\section*{The binary collision}

An electron of kinetic energy $E=\tfrac12 mv^2$ passes a second electron, free and at rest, at impact parameter $b$. The potential energy is $\kappa/r$ with $\kappa=e^2/4\pi\epsilon_0=2a_0R$, where $a_0$ is the Bohr radius and $R=13.606$~eV the Rydberg energy. Motion is classical and non-relativistic, and the two electrons are treated as distinguishable. Areas are in m$^2$, rate coefficients in m$^3$\,s$^{-1}$ and temperatures in K; energies are written in eV, with $1~\mathrm{eV}=1.602\times10^{-19}$~J.

The relative motion has reduced mass $m/2$, so Rutherford's relation for the centre-of-mass deflection $\theta$ is $\tan(\theta/2)=\kappa/[(m/2)v^2b]=\kappa/(Eb)$. For equal masses the struck particle receives $\varepsilon=E\sin^2(\theta/2)$. Eliminating $\theta$ gives
\begin{equation}
b^2=\kappa^2\left(\frac{1}{E\varepsilon}-\frac{1}{E^2}\right),
\qquad
\frac{d\sigma}{d\varepsilon}=\pi\left|\frac{db^2}{d\varepsilon}\right|=\frac{A}{E\varepsilon^2},
\label{eq:transfer}
\end{equation}
with $A=\pi\kappa^2=4\pi a_0^2R^2=6.514\times10^{-18}$~m$^2$\,eV$^2=1.672\times10^{-55}$~m$^2$\,J$^2$. Only $\kappa^2$ appears, so a positron has the same distribution in this model.

\textbf{Predict.} The integral of $d\sigma/d\varepsilon$ diverges at small $\varepsilon$. What cuts it off for ionisation, and does the result vanish anywhere?

Thomson (1912) counted a collision as ionising when $\varepsilon$ exceeds the binding energy $I$. The largest transfer is $E$. For $N$ equivalent electrons and $u=E/I$,
\begin{equation}
\sigma_{\rm T}=N\int_I^E\frac{A\,d\varepsilon}{E\varepsilon^2}
=\frac{NA}{E}\left(\frac1I-\frac1E\right)
=4\pi a_0^2N\left(\frac{R}{I}\right)^2\frac{u-1}{u^2}.
\label{eq:thomson}
\end{equation}
It vanishes linearly at threshold. The derivative of $(u-1)/u^2$ is $(2-u)/u^3$, so the maximum lies at $u=2$, where the function equals $1/4$, and the tail falls as $1/u$.

\section*{What the model leaves out}

\textbf{Predict.} A bound electron moves, it is identical to the projectile, and it sits in the field of an ion. Are these corrections of a few per cent?

None is. Take first the orbital motion, for a fast projectile. An impulse $q=2\kappa/(bv)$ delivered to an electron of speed $w$ transfers $\varepsilon=q^2/2m+qw\mu$, where $\mu$ is the cosine of the angle between impulse and velocity. Setting $\varepsilon=I$ gives the least ionising impulse $q=m\,[\sqrt{w^2\mu^2+2I/m}-w\mu]$. Averaging $\pi b^2=4\pi\kappa^2/(qv)^2$ over $\mu$ uniform on $[-1,1]$ yields
\begin{equation}
\sigma\to\frac{A}{EI}\left(1+\frac{2U}{3I}\right),\qquad U=\tfrac12mw^2 .
\end{equation}
The virial theorem for a hydrogen-like orbit gives $U=I$, a factor $5/3$ on the tail of Eq.~(\ref{eq:thomson}).

Exchange works the other way. Let $W$ be the energy of the slower outgoing electron. A common prescription inserts the binding energy into the Mott cross section, with its Coulomb phase factor set to one (fair for $E\gg R$), so that $1/\varepsilon^2$ becomes $(W+I)^{-2}+(E-W)^{-2}-[(W+I)(E-W)]^{-1}$ for $0<W<(E-I)/2$. The first two terms integrate to $1/I-1/E$, which is Thomson's bracket. The interference term integrates to $-\ln u/(E+I)$, which removes half of the bracket at threshold and a fraction $0.46$ at $u=2$. It is absent for positrons.

An ion of charge $+Qe$ accelerates the incoming electron. The bound electron sees about $(Q+1)e$ and has mean potential energy $-2I$ in the hydrogen-like picture, so the projectile gains about $2IQ/(Q+1)$ at the orbit and is focused towards the ion. A positron is slowed and deflected away instead.

Finally, a distant classical collision transfers less than $I$ and never ionises. In quantum mechanics the passing field drives dipole transitions to the continuum with probability proportional to $1/(bv)^2$. Integrating $2\pi b\,db$ from the orbit size to the adiabatic limit $b\sim\hbar v/I$ gives $\ln(v)/v^2$ up to constants, that is, the Bethe tail $\ln u/u$. Equation~(\ref{eq:thomson}) lacks this logarithm.

\section*{The Lotz form}

Lotz (1967) built an empirical formula on that tail. In the simple version meant for multiply charged ions,
\begin{equation}
\sigma_{\rm L}=\frac{aN\ln u}{EI}=\frac{aN}{I^2}\,\frac{\ln u}{u},
\label{eq:lotz}
\end{equation}
summed over subshells when several are open. The constant is fitted, not derived; the usual value, taken here as an input, is $a\approx4.5\times10^{-18}$~m$^2$\,eV$^2$, or $1.16\times10^{-55}$~m$^2$\,J$^2$. It absorbs the competing corrections above in an average way. Neutral atoms and ions of low charge carry an extra factor in the full formula that lowers the cross section near threshold; it is omitted here.

\textbf{Predict.} Where does Eq.~(\ref{eq:lotz}) peak, and which of the two cross sections is larger just above threshold?

The derivative of $\ln u/u$ is $(1-\ln u)/u^2$, so the peak is at $u=\mathrm e$ (the base of natural logarithms) with height $1/\mathrm e$. The ratio of the two forms is
\begin{equation}
\frac{\sigma_{\rm L}}{\sigma_{\rm T}}=\frac aA\,\frac{u\ln u}{u-1},\qquad \frac aA=0.691 .
\end{equation}
It starts at $0.691$, passes unity at $u=2.21$ and reaches $1.77$ at $u=10$. The peak heights stand in the ratio $4a/(\mathrm eA)=1.02$. Both forms make $I^2\sigma/N$ a function of $u$ alone: an ion enters only through $I$ and $N$.

\section*{Maxwellian averages}

For electrons at temperature $T$, with $y=E/k_BT$, $x=I/k_BT$ and mean speed $\bar v=\sqrt{8k_BT/\pi m}$, the rate coefficient is
\begin{equation}
S=\langle\sigma v\rangle=\bar v\int_x^\infty\sigma\,y\,\mathrm e^{-y}\,dy ,
\end{equation}
and the ionisation rate per ion is $n_eS$ at electron density $n_e$. The exponential integrals are $E_n(x)=\int_1^\infty \mathrm e^{-xt}t^{-n}dt$.

\textbf{Predict.} The factor $y$ cancels the $1/E$ in both cross sections. Which $E_n$ does each produce?

For Lotz, $\sigma y=aN\ln(y/x)/(Ik_BT)$. Integration by parts moves the derivative onto the logarithm, and the boundary term vanishes because $\ln 1=0$, leaving $\int_x^\infty \mathrm e^{-y}dy/y=E_1(x)$. For Thomson, $\sigma y=AN(1-x/y)/(Ik_BT)$, whose integral contains $\mathrm e^{-x}-xE_1(x)=E_2(x)$. Hence
\begin{equation}
S_{\rm L}=\frac{\bar v\,aN}{I^2}\,xE_1(x),\qquad
S_{\rm T}=\frac{\bar v\,AN}{I^2}\,xE_2(x),\qquad
\frac{S_{\rm L}}{S_{\rm T}}=\frac aA\,\frac{E_1(x)}{E_2(x)} .
\label{eq:rates}
\end{equation}
Since $\bar v\propto (I/x)^{1/2}$, the first can be written
\begin{equation}
S_{\rm L}=C\,N\,I^{-3/2}\,x^{1/2}E_1(x),
\label{eq:scaled}
\end{equation}
with $C=3.01\times10^{-12}$~m$^3$\,s$^{-1}$ when $I$ is the number of eV.

\section*{One ion, four temperatures}

O$^{5+}$ has the configuration $1s^22s$. The outer shell has $N=1$ and, as an approximate input, $I=138.1$~eV. At $T=3\times10^5$~K, $k_BT=25.85$~eV, $x=5.34$, $\bar v=3.403\times10^6$~m\,s$^{-1}$ and $E_1=7.70\times10^{-4}$, so Eq.~(\ref{eq:rates}) gives the model rate $3.3\times10^{-18}$~m$^3$\,s$^{-1}$. Rates are printed to two figures because $a$ has two. The temperature exponent follows from $S_{\rm L}\propto T^{-1/2}E_1(I/k_BT)$ and $dE_1/dx=-\mathrm e^{-x}/x$:
\begin{equation}
p=\frac{d\ln S_{\rm L}}{d\ln T}=\frac{\mathrm e^{-x}}{E_1(x)}-\frac12 .
\end{equation}

\textbf{Predict.} Does the rate rise without limit on heating? At which end of the range do the two models part most?

\begin{center}
\begin{tabular}{cccccc}
\hline
$T$ (K) & $x$ & $E_1(x)$ & $S_{\rm L}$ (m$^3$\,s$^{-1}$) & $S_{\rm L}/S_{\rm T}$ & $p$\\
\hline
$1\times10^5$ & 16.0 & $6.46\times10^{-9}$ & $4.8\times10^{-23}$ & 0.73 & 16.5\\
$3\times10^5$ & 5.34 & $7.70\times10^{-4}$ & $3.3\times10^{-18}$ & 0.79 & 5.7\\
$1\times10^6$ & 1.60 & 0.0860 & $2.0\times10^{-16}$ & 0.93 & 1.8\\
$1\times10^7$ & 0.160 & 1.41 & $1.0\times10^{-15}$ & 1.55 & 0.1\\
\hline
\end{tabular}
\end{center}

For large $x$ both $xE_1$ and $xE_2$ tend to $\mathrm e^{-x}$. Only electrons within about $k_BT$ of threshold matter, the rate tests the threshold slope of the cross section, and the ratio tends to $a/A$. For small $x$, $E_2\to1$ while $E_1\approx-\ln x-\gamma$, with $\gamma$ Euler's constant, so the ratio grows logarithmically and the models part most in the hot limit. The rate has a maximum where $p=0$, that is $\mathrm e^{x}E_1(x)=2$, at $k_BT=9.8\,I$. The same condition on $x^{1/2}E_2(x)$, using $dE_2/dx=-E_1$, reads $x\,\mathrm e^xE_1(x)=1/3$ and gives $k_BT=4.0\,I$. The logarithmic tail moves the maximum to more than twice the temperature.

The $1s^2$ shell was dropped. Removing a $1s$ electron takes approximately 700~eV and leaves O$^{6+}$ in a bound $1s2s$ state, so it adds to single ionisation. From Eq.~(\ref{eq:rates}) with $N=2$, its Lotz rate relative to the $2s$ rate is $2(138.1/700)\,E_1(x_{1s})/E_1(x)$, which is $1.5\times10^{-4}$ at $10^6$~K and $0.09$ at $10^7$~K. Excitation of a $1s$ electron followed by autoionisation opens at approximately 560~eV and lies outside both formulas. At $3\times10^5$~K its Boltzmann factor relative to the direct channel is $\exp[-(560-138.1)/25.85]=8\times10^{-8}$, so it can matter only in the last row.

\section*{Four lithium-like ions}

The same configuration $1s^22s$ occurs in B$^{2+}$, C$^{3+}$ and Si$^{11+}$. Boron, carbon, oxygen and silicon are all implanted into wafers, and B$^{2+}$ is drawn from implanter sources to double the energy gained at a given voltage. The approximate inputs are $I=37.9$, $64.5$, $138.1$ and $523.4$~eV, with $N=1$ and the same $a$ throughout.

\textbf{Predict.} From boron to silicon $I$ grows by a factor $13.8$. By what factor does the peak cross section fall, the rate at equal $x$, and the rate at equal $T$?

At the common temperature $3\times10^5$~K:

\begin{center}
\begin{tabular}{lcccccc}
\hline
ion & $I$ (eV) & $\sigma_{\rm L}^{\max}$ (m$^2$) & $x$ & $E_1(x)$ & $S_{\rm L}$ (m$^3$\,s$^{-1}$) & $S_{\rm L}/S_{\rm T}$\\
\hline
B$^{2+}$ & 37.9 & $1.2\times10^{-21}$ & 1.47 & 0.105 & $1.6\times10^{-15}$ & 0.95\\
C$^{3+}$ & 64.5 & $4.0\times10^{-22}$ & 2.49 & 0.0251 & $2.3\times10^{-16}$ & 0.87\\
O$^{5+}$ & 138.1 & $8.7\times10^{-23}$ & 5.34 & $7.70\times10^{-4}$ & $3.3\times10^{-18}$ & 0.79\\
Si$^{11+}$ & 523.4 & $6.0\times10^{-24}$ & 20.2 & $7.60\times10^{-11}$ & $8.6\times10^{-26}$ & 0.72\\
\hline
\end{tabular}
\end{center}

At $x=1$, where each ion is taken at its own temperature $T=I/k_B$ and $E_1(1)=0.219$:

\begin{center}
\begin{tabular}{lcccc}
\hline
 & B$^{2+}$ & C$^{3+}$ & O$^{5+}$ & Si$^{11+}$\\
\hline
$T$ (K) & $4.40\times10^5$ & $7.48\times10^5$ & $1.60\times10^6$ & $6.07\times10^6$\\
$S_{\rm L}$ (m$^3$\,s$^{-1}$) & $2.8\times10^{-15}$ & $1.3\times10^{-15}$ & $4.1\times10^{-16}$ & $5.5\times10^{-17}$\\
\hline
\end{tabular}
\end{center}

The peak cross section $a/(\mathrm eI^2)$ falls as $I^{-2}$, by a factor 191. The reason is visible in Eq.~(\ref{eq:transfer}): the only length in the collision is $\kappa/I$, and an area is its square. At equal $x$, Eq.~(\ref{eq:scaled}) gives $I^{-3/2}$ and a factor 51, because the electrons in the hotter plasma are faster by $I^{1/2}$. The ratio $S_{\rm L}/S_{\rm T}$ depends on $x$ only and is $1.02$ for all four ions at $x=1$. The $1s$ binding energy is typically four to seven times $I$ in these ions, and even the factor four gives an inner-shell share $\tfrac24E_1(4)/E_1(1)$ below one per cent at $x=1$, and a smaller one at larger $x$.

At equal $T$ the speed $\bar v$ is common, and the rate splits into three factors,
\begin{equation}
S_{\rm L}=\bar v\,a\cdot\frac1{I^2}\cdot \mathrm e^{-x}\cdot g(x),\qquad g(x)=x\,\mathrm e^{x}E_1(x).
\end{equation}
From boron to silicon the area factor gives 191, the Boltzmann factor gives $1.43\times10^8$, and the shape factor $g$, equal to $0.668$ for boron and $0.955$ for silicon, gives $0.70$. The product is $1.9\times10^{10}$. The atomic cross section supplies two of the ten orders of magnitude and the tail of the Maxwell distribution the other eight. The last column of the table repeats the trend found by heating one ion: a smaller $I$ means a smaller $x$ and more weight on the logarithmic tail.

\textbf{Predict.} The primary electrons of an arc source are closer to a beam than to a Maxwellian. With a typical energy of 100~eV, which of the four ions can they strip further?

Equation~(\ref{eq:lotz}) applies directly. B$^{2+}$ is at $u=2.64$, almost on the peak, with a model cross section of $1.2\times10^{-21}$~m$^2$. C$^{3+}$ is at $u=1.55$ with $3.1\times10^{-22}$~m$^2$. O$^{5+}$ and Si$^{11+}$ have $u<1$ and cannot be ionised from the ground state in a single collision. A beam has a sharp cut where the Maxwellian has an exponential.

\section*{Where the scaling bends}

\textbf{Predict.} Which neglected effect changes along the sequence when measured in units of $I$?

In the hydrogen-like estimates above, orbital motion gives $U/I=1$ for every ion and exchange depends on $u$ only, so both preserve the scaling. The acceleration does not: $2Q/(Q+1)$ is $1.33$ for B$^{2+}$ and $1.83$ for Si$^{11+}$. Weaker focusing at low charge suggests a smaller $I^2\sigma$ there, which a single constant $a$ cannot follow. All tabulated values are therefore the model's. As typical knowledge and not as a measurement: the simple Lotz form usually lies within about 20 per cent of the direct $2s$ cross section for O$^{5+}$ and more highly charged ions such as Si$^{11+}$, with excitation--autoionisation adding some 10 to 20 per cent for O$^{5+}$ once that channel is open, while for B$^{2+}$ and C$^{3+}$ it tends to lie too high by roughly 20 to 50 per cent. The first two rows of the ion table should be read as overestimates of that size, which is small beside the exponential spread between the rows.